## The question

In this calculated Sn₂Ge crystal, the heat capacity hardly changes above room temperature, while the entropy and the free energy keep moving. All three come from the same phonon spectrum. Two temperatures, 600 and 700 K, have their results hidden for now. How much of that spectrum must be known to fill them in?

Harmonic phonon free energy (zero-point energy included), entropy and constant-volume heat capacity of Sn₂Ge in the fluorite-type structure (Fm-3m, a = 6.988 Å). The phonons were computed with Ansatz 0.2.0 by linear response on a 4×4×4 q mesh, using PBE, scalar-relativistic PAW, no spin polarisation, a 420 eV cutoff, a 12×12×12 k mesh and 0.15 eV Fermi-Dirac smearing.

| temperature (K) | phonon free energy (meV/atom) | phonon entropy (kB/atom) | phonon heat capacity (kB/atom) |
| --- | --- | --- | --- |
| 100 | -3.5 | 3.73 | 2.696 |
| 200 | -45.0 | 5.70 | 2.917 |
| 300 | -99.6 | 6.89 | 2.963 |
| 400 | -162.8 | 7.74 | 2.979 |
| 500 | -232.5 | 8.41 | 2.986 |
| 600 | ? | ? | ? |
| 700 | ? | ? | ? |
| 800 | -469.4 | 9.81 | 2.994 |
| 900 | -555.5 | 10.17 | 2.996 |
| 1000 | -644.5 | 10.48 | 2.996 |

The crystal doesn't change from row to row. The cell, the forces between the atoms and the vibration frequencies are the same throughout. Only the temperature $T$ that excites the vibrations differs, so the trend must follow from how a fixed set of modes fills with energy.

## A mode when cold and when hot

A vibration can take up energy only in steps of its quantum, $\hbar\omega$. Dividing the quantum by Boltzmann's constant $k$ gives a temperature, $\theta=\hbar\omega/k$, that marks the border between two limits. Far below $\theta$ the mode is frozen in its ground state and adds almost no heat capacity. Far above it the steps are too fine to matter, and the mode stores $kT$ of energy, so its heat capacity is $k$.

A crystal has three modes for each atom, so the hot limit is $3k$ an atom, the law of Dulong and Petit. The table is close to it from the start: the heat capacity is 2.696 $k$ at 100 K and 2.963 $k$ at 300 K. The modes must therefore be soft, with typical quanta not far from $kT$ at 100 K.

Imaginary modes would be left out of the sums, but none turned up on the q mesh of this run. The only modes skipped were the three of zero frequency, in which the whole crystal shifts without a restoring force. At these settings, then, the mesh shows no small displacement of the atoms that lowers the energy. The margin is thin, because the softest of the other modes lie below 10 cm⁻¹ and a change of settings could shift them. Nor does the result say whether the crystal would separate into tin and germanium.

## Why the entropy keeps rising

Entropy grows by $C\,dT/T$, where $C$ is the heat capacity. Once $C$ is nearly constant at $3k$, the entropy $S$ grows as $3k\ln T$. Equal ratios of temperature then bring equal gains, while equal steps bring ever smaller ones. From 500 to 1000 K the computed gain is 2.07 $k$, and a doubling in the classical limit gives $3\ln 2=2.08$.

A monatomic ideal gas at fixed volume behaves in the same way. Its heat capacity is constant, yet its entropy climbs with the logarithm of temperature, because hotter atoms spread over more states of motion. The likeness ends at the constant in the entropy, which for the gas depends on volume and atomic mass and for the crystal on the vibration frequencies. The gas also lacks the potential energy of springs, so its heat capacity is only half as large.

## Two averages replace the spectrum

For a warm harmonic crystal the exact formulas can be expanded in powers of $\theta/T$. The first terms, per atom, are

$$C \approx 3k\left[1-\frac{\theta_r^2}{12T^2}\right],\qquad S \approx 3k\left[1+\ln\frac{T}{\theta_g}+\frac{\theta_r^2}{24T^2}\right].$$

Here $\theta_r$ is the root-mean-square of all the $\theta$ values and $\theta_g$ is their geometric mean. The heat capacity reveals the first through its small shortfall from $3k$. The entropy reveals the second through its constant.

The free energy $F$ then needs no new constant. It falls with temperature at the rate $S$, and its starting value is fixed because the energy of a hot mode, zero-point part included, tends to $kT$:

$$F \approx -3kT\ln\frac{T}{\theta_g}+\frac{k\theta_r^2}{8T}.$$

This form counts energy from the resting lattice, so it includes the zero-point energy. The table uses the same zero: at 1000 K, $F+TS$ is about 259 meV per atom, which is $3kT$.

The constants were fitted to the eight rows with visible results. The heat capacity received one further term, in $1/T^4$, which matters mainly at 100 K, and the entropy received its single constant. The fits give $\theta_r\approx 117$ K and $\theta_g\approx 83$ K. The free energies were not used in either fit.

## The forecast

Take the entropy at 600 K, with $\theta_g=82.6$ K. The ratio $600/82.6$ is 7.26, and its logarithm is 1.983. The main part of the entropy is therefore $3\times(1+1.983)=8.949$ in units of $k$. The remaining term, $\theta_r^2/(8T^2)$, adds only 0.005, which brings the total to 8.95.

The fitted constants, put into the three formulas, give all six forecasts, at 600 and 700 K in turn:

- Heat capacity: 2.991 ± 0.001 and 2.993 ± 0.001 $k$ per atom.
- Entropy: 8.95 ± 0.01 and 9.41 ± 0.01 $k$ per atom.
- Free energy: −307.3 ± 0.2 and −386.5 ± 0.2 meV per atom.

These ranges cover the rounding of the table and the shortened series. They are narrow because the hidden rows lie between known ones and obey the same harmonic formulas. They don't measure how well the calculation describes a real crystal.

A ruler laid from the 500 K row to the 800 K row gives a different answer. At 600 K it yields an entropy of 8.88 $k$ and a free energy of −311.5 meV per atom. Both should be too low, because both curves bend downwards: the entropy rises ever more slowly, and the free energy falls ever faster.

## The computed values

The withheld rows as computed:

| temperature (K) | phonon free energy (meV/atom) | phonon entropy (kB/atom) | phonon heat capacity (kB/atom) |
| --- | --- | --- | --- |
| 600 | -307.3 | 8.95 | 2.990 |
| 700 | -386.5 | 9.41 | 2.993 |

All six values lie within their ranges. The entropies and free energies agree with the forecasts to the last printed digit, as does the heat capacity at 700 K. The heat capacity at 600 K is 2.990 $k$ instead of 2.991 $k$. Most of that difference is rounding: with one more digit, the computed value is 2.9904 $k$ and the forecast 2.9906 $k$.

The ruler's free energy at 600 K is too low by about 4 meV per atom, and its entropy is also too low. The bend that it ignores is the logarithm. The success of the series shows that two averages carry nearly all the thermal information at these temperatures. It doesn't test whether real atoms vibrate harmonically, since that is built into every row.

The short series has its own limit on the cold side. At 100 K the $1/T^2$ term alone would give a heat capacity of 2.659 $k$, clearly below the computed 2.696 $k$, and the next term is needed to repair it. Well below 100 K the expansion fails altogether, because modes freeze out one after another and the whole shape of the spectrum matters.

## Why one Debye temperature isn't enough

The Debye model describes a solid by a single temperature, so it ties the two averages together. Here they don't fit that tie. The entropy asks for a Debye temperature of about 115 K, and the heat capacity asks for about 151 K. With the lower value, the model gives 2.81 $k$ for the heat capacity at 100 K, which is too high.

The two quantities weigh the modes differently. Entropy depends on the logarithm of each frequency, so a very soft mode counts heavily. The shortfall in heat capacity depends on the square, so the stiff modes dominate it. The gap between the two Debye temperatures thus shows that the frequencies are spread more widely than in a Debye solid.

The frequencies from the run show where most of the spread comes from. Away from the zone centre, the two lowest branches on the q mesh stay below 40 cm⁻¹ and in places drop to about 10 cm⁻¹, while the three highest all lie above 100 cm⁻¹. (A frequency of 1 cm⁻¹ corresponds to a $\theta$ of about 1.4 K.) The low pair are acoustic branches, and at most points of the mesh they are far softer than the rest. They pull the geometric mean down strongly but add very little to the mean square. The frequencies alone can't show which atoms move most in them.

## Using the numbers

For a neighbouring crystal that is also well above its $\theta$ values, the heat capacity can be guessed at once: nearly $3k$ an atom. The entropy can't, because it depends on how soft the lattice is. Heavier atoms or weaker springs lower $\theta_g$ and raise the entropy at a given temperature. They also make the vibrational free energy more negative, by an amount that grows with temperature.

The same sensitivity limits the absolute values. If all frequencies were 10 % higher, the free energy at 600 K would shift by about 15 meV per atom, far more than the forecast range. The phonons come from one density functional and one set of meshes, with a broad electronic smearing that can stiffen soft modes in a metal. The makers of the data also caution, from tests on other systems and not from this run, that a metal such as this can be sensitive to the k mesh. The run's own warning is a different one: the interpolation of the phonons between the points of the q mesh lacks the quadrupole term, which could shift the soft acoustic modes. No test of these settings on this crystal is at hand, and smooth columns can't replace one, since any fixed set of frequencies gives them. The soft acoustic branches are expected to be the least certain part, and the entropy leans on them most.

There is also a more basic restriction. Tin and germanium barely mix as solids and have no known stable compound at ordinary pressure, and their eutectic melts at roughly 500 K. Every row therefore describes a hypothetical compound, and the hotter rows lie above the melting point of that eutectic. The model solid keeps its shape and volume, without thermal expansion, anharmonic motion or the free energy of the electrons. The values are useful as the harmonic part of a free-energy balance, not as a forecast that this compound would survive. The printed output after this text gives the fits and the model values for each row.

Output of the analysis:

```
fit of phonon_heat_capacity - 3 on 8 rows: coefficient of u -0.3408 +/- 0.002, coefficient of u2 0.03678 +/- 0.0021; rms 0.000395, worst 800 0.000684, leave-one-out rms 0.00106
  rows outside the fit (model, value, miss): 600 -0.009438, -0.01, 0.000562; 700 -0.006939, -0.007, 6.05e-05
fit of phonon_entropy - 3*log(temperature) - tail on 8 rows: constant -10.24 +/- 0.0013; rms 0.00346, worst 200 -0.00555, leave-one-out rms 0.00396
  rows outside the fit (model, value, miss): 600 -10.24, -10.25, 0.00299; 700 -10.24, -10.25, 0.00419
Series model:
   row  heat capacity kB/atom  entropy kB/atom  free energy meV/atom  free energy model less computed meV/atom
   100                  2.696            3.734                -3.496                                  0.004338
   200                  2.917            5.694                -44.98                                   0.01723
   300                  2.963            6.888                -99.53                                   0.07177
   400                  2.979            7.742                -162.7                                   0.06245
   500                  2.986            8.408                -232.4                                   0.06964
   600                  2.991            8.953                -307.3                                 -0.004233
   700                  2.993            9.414                -386.5                                   0.00699
   800                  2.995            9.814                -469.4                                   0.02112
   900                  2.996            10.17                -555.5                                  0.001108
  1000                  2.997            10.48                -644.5                                   0.00678
Geometric-mean phonon energy over kB, from entropy (K): 82.61
Root-mean-square phonon energy over kB, from heat capacity (K): 116.8
Debye temperature that fits the entropy (K): 115.3
Debye temperature that fits the heat capacity (K): 150.7
Heat capacity at 100 K from the entropy's Debye temperature (kB/atom): 2.81
Zero-point energy, lower bound (meV/atom): 10.68
Zero-point energy, upper bound (meV/atom): 15.09
Straight line from 500 to 800 K, entropy at 600 K (kB/atom): 8.877
Straight line from 500 to 800 K, free energy at 600 K (meV/atom): -311.5
Entropy gain from 500 to 1000 K, computed (kB/atom): 2.07
Entropy gain on doubling the temperature, classical 3 ln 2 (kB/atom): 2.079
Free energy shift at 600 K if all frequencies were 10 % higher, classical (meV/atom): 14.78
```
